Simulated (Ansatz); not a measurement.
# Ligand exchange: C3H6F2 + BH(CH3)I → C3H6FI + BH(CH3)F

Gas-phase species: C3H6F2 `CC(F)CF`, singlet; BH(CH3)I, singlet; C3H6FI `CC(I)CF`, singlet; BH(CH3)F, singlet. The partners trade F for I: C–F and B–I bonds give way to C–I and B–F.

Shapes, held fixed at every level: PBE0-D4/def2-TZVP. Flexible molecules stand in one conformer, not always the lowest. Programs: Ansatz 0.2.0. Electronic energies: no zero-point or thermal term.

Problem. Estimate ΔE of this reaction.

Solution. The highest level, CCSD(T)/def2-TZVPP, gives ΔE = -102.8 kJ/mol; the levels span -110.2 to -93.6. The column of differences is taken from that level and isn't an error. No measured value is set beside it here. For atoms past krypton def2 sets carry core potentials with scalar relativity. Outer-core shells of I are correlated, in sets that cover them unevenly. Times are processor times on shared x86 and Arm servers, and rough.

```
               level                    kind  ΔE (kJ/mol)  less CCSD(T)/def2-TZVPP  CPU time (sum over the molecules)
   PBE-D4/def2-TZVPP                     GGA        -94.1                     +8.7                               22 s
r2SCAN-D4/def2-TZVPP                meta-GGA        -95.0                     +7.8                               34 s
  PBE0-D4/def2-TZVPP           global hybrid        -93.6                     +9.2                               24 s
  wB97M-V/def2-TZVPP  range-separated hybrid        -99.2                     +3.6                               88 s
   B2PLYP/def2-TZVPP           double hybrid       -100.7                     +2.1                               45 s
      MP2/def2-TZVPP     perturbation theory       -110.2                     -7.4                                  –
  CCSD(T)/def2-TZVPP   coupled cluster or CI       -102.8                      0.0                                  –
```

Exchange of fluorine for iodine at boron is strongly exothermic at every level, with CCSD(T) giving -102.8 kJ/mol. Fluorine binds more strongly than iodine to both carbon and boron, so the sign reflects how much larger that preference is at boron. The B–F bond is very polar, and a fluorine lone pair can donate into the vacant boron p orbital, for which neither hydrogen nor methyl is a strong competitor. Iodine's diffuse 5p orbitals overlap less well with boron, and its bond is less polar. The saturated carbon has no comparable low-lying empty orbital, so it loses less on taking iodine.

PBE and PBE0 nearly coincide, so a global share of exact exchange barely matters here. MP2 overshoots the coupled-cluster exothermicity while every density functional falls short of it, probably because they treat correlation in the polar and the diffuse bonds with different balance. The preference for B–F is thus secure across these methods, but the reaction energy alone can't divide it between bond polarity and π donation.
